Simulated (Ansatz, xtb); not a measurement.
## C5H5FOSi: which of two isomers lies lower

We compare X, `O=CC1=CC=C[Si@@H]1F`, a singlet, with Y, `O=CC1=C[Si@@H](F)C=C1`, a singlet. Both are isolated molecules in the gas phase, relaxed with B3LYP/def2-SVP, each in the lowest conformer that the search found.

Energies in hartree; the thermal terms are from GFN2-xTB frequencies at re-optimised GFN2-xTB minima (ideal gas, soft modes damped towards free rotors, one conformer each, 298.15 K, 1 atm) and include the zero-point energy:

|  | X | Y |
| --- | --- | --- |
| E, CCSD(T)/def2-SVP | −656.316696 | −656.316189 |
| E, MP2/def2-SVP | −656.227242 | −656.226469 |
| E, MP2/def2-TZVPP | −657.038049 | −657.037549 |
| zero-point energy | 0.083201 | 0.083168 |
| H(298 K) − E | 0.092544 | 0.092423 |
| G(298 K) − E | 0.049750 | 0.049867 |

Task: Correct the CCSD(T) difference for the basis set by the MP2 change, then work out ΔE, ΔE₀, ΔH and ΔG for X → Y in kcal/mol (1 Eh = 627.51 kcal/mol) and the equilibrium ratio [Y]/[X].

Result: 1. Differences Y − X: CCSD(T) +0.000507, MP2 in the small set +0.000773, MP2 in the large set +0.000500 Eh.
2. ΔE = +0.000507 + (+0.000500 − (+0.000773)) = +0.000234 Eh = +0.15 kcal/mol.
3. ΔE₀ = ΔE + ΔZPE = +0.000234 + (−0.000033) Eh = +0.13 kcal/mol.
4. ΔH = ΔE + (−0.000121) Eh = +0.07 kcal/mol.
5. ΔG = ΔE + (+0.000117) Eh = +0.22 kcal/mol, so ΔS = (ΔH − ΔG)/T = −2.1 J/(mol K).
6. kT = 0.9442 mEh, so K = [Y]/[X] = exp(−ΔG/kT) = exp(−0.37) ≈ 0.69.

The two are too close for this level to say which is favoured. An error of 1 kcal/mol in ΔG would change K by a factor of 5.4. Mirror images and further conformers aren't counted.

As drawn, both hold the same kinds of bond in the same numbers.

Other levels gave ΔE = +3.2 (GFN2-xTB); −0.3 (HF/STO-3G, GFN2-xTB geometries); +1.3 (r2SCAN-D4/def2-SVP, GFN2-xTB geometries); +1.3 (B3LYP/def2-SVP); +0.7 (HF/def2-SVP); +0.5 (MP2/def2-SVP); +0.3 (CCSD(T)/def2-SVP) kcal/mol. The correlated steps freeze 12 core orbitals. Programs: Ansatz 0.2.0, xtb 6.7.1.

The two isomers are 1-fluorosiloles that differ only in where the formyl group sits: on the ring carbon next to silicon in X, one position further away in Y. Both keep the cyclic diene and an enal unit, so strain and bond energies largely cancel, which accounts for the near-degeneracy. What remains is mostly the pattern of conjugation. In X the carbonyl extends the diene linearly, whereas in Y it is attached to an inner diene carbon and is cross-conjugated. This probably gives X a small electronic advantage, offset in part by steric and polar effects of the neighbouring Si(H)F group. The larger gaps from B3LYP and r2SCAN-D4 may reflect the tendency of density functionals to overstabilise extended conjugation. The similar vibrational and entropy terms fit two rings of the same kind, each carrying one formyl rotor. The ratio describes a thermodynamic balance only: exchanging the isomers means moving a substituent around the ring, and simple siloles readily dimerise by Diels–Alder addition, which could consume both before they equilibrate.
